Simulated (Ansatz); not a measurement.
**Ligand exchange: SnH2(CH3)F + C2H6Mg → SnH3F + C3H8Mg**

Species: SnH2(CH3)F, singlet; C2H6Mg `C[CH2][MgH]`, singlet; SnH3F `[F][SnH3]`, singlet; C3H8Mg `C[CH2][Mg][CH3]`, singlet. The partners trade CH3 for H: Sn–CH3 and Mg–H bonds give way to Sn–H and Mg–CH3.

Shapes, held fixed at every level: PBE0-D4/def2-TZVP. Programs: Ansatz 0.2.0. Electronic energies: no zero-point or thermal term.

| level | kind | ΔE (kJ/mol) | less CCSD(T)/def2-TZVPP | CPU time (sum over the molecules) |
| --- | --- | --- | --- | --- |
| SPW92/def2-TZVPP | LDA | +3.0 | -3.9 | 10 s |
| PBE-D4/def2-TZVPP | GGA | +5.0 | -1.9 | 19 s |
| PBE0-D4/def2-TZVPP | global hybrid | +6.8 | -0.1 | 18 s |
| r2SCAN0-D4/def2-TZVPP | global hybrid | +6.0 | -0.9 | 30 s |
| wB97M-V/def2-TZVPP | range-separated hybrid | +6.2 | -0.7 | 73 s |
| wB97X-V/def2-TZVPP | range-separated hybrid | +8.8 | +1.9 | 53 s |
| CCSD/def2-TZVPP | coupled cluster or CI | +7.2 | +0.3 | – |
| CCSD(T)/def2-TZVPP | coupled cluster or CI | +6.9 | 0.0 | 8.3 min |

The highest level, CCSD(T)/def2-TZVPP, gives ΔE = +6.9 kJ/mol; the levels span +3.0 to +8.8. The column of differences is taken from that level and isn't an error. No measured value is set beside it here. For atoms past krypton def2 sets carry core potentials with scalar relativity. Correlated rows may include outer-core shells of Mg, Sn, which these sets cover unevenly. Times are processor times on shared x86 and Arm servers, and rough.

The exchange is mildly uphill at every level, so methyl on tin with hydride on magnesium is the preferred pairing, though only by a little. One metal–carbon and one metal–hydrogen bond stand on each side, and most of the bond energy cancels. What remains is the difference between the two metals in their relative preference for methyl over hydride. Electronegativity alone would point the other way, since the more electropositive magnesium should gain more from binding carbon than hydrogen. That it doesn't prevail suggests that methyl, more polarisable and able to donate by hyperconjugation, eases the electron demand that fluorine places on tin.

The same cancellation probably explains why the triples correction moves the result only from +7.2 to +6.9 kJ/mol. The two range-separated hybrids fall on opposite sides of the coupled-cluster value, so range separation as such has no uniform effect here. The preference belongs to isolated monomers; in ether, solvation and bridging at magnesium could easily outweigh so small a difference.
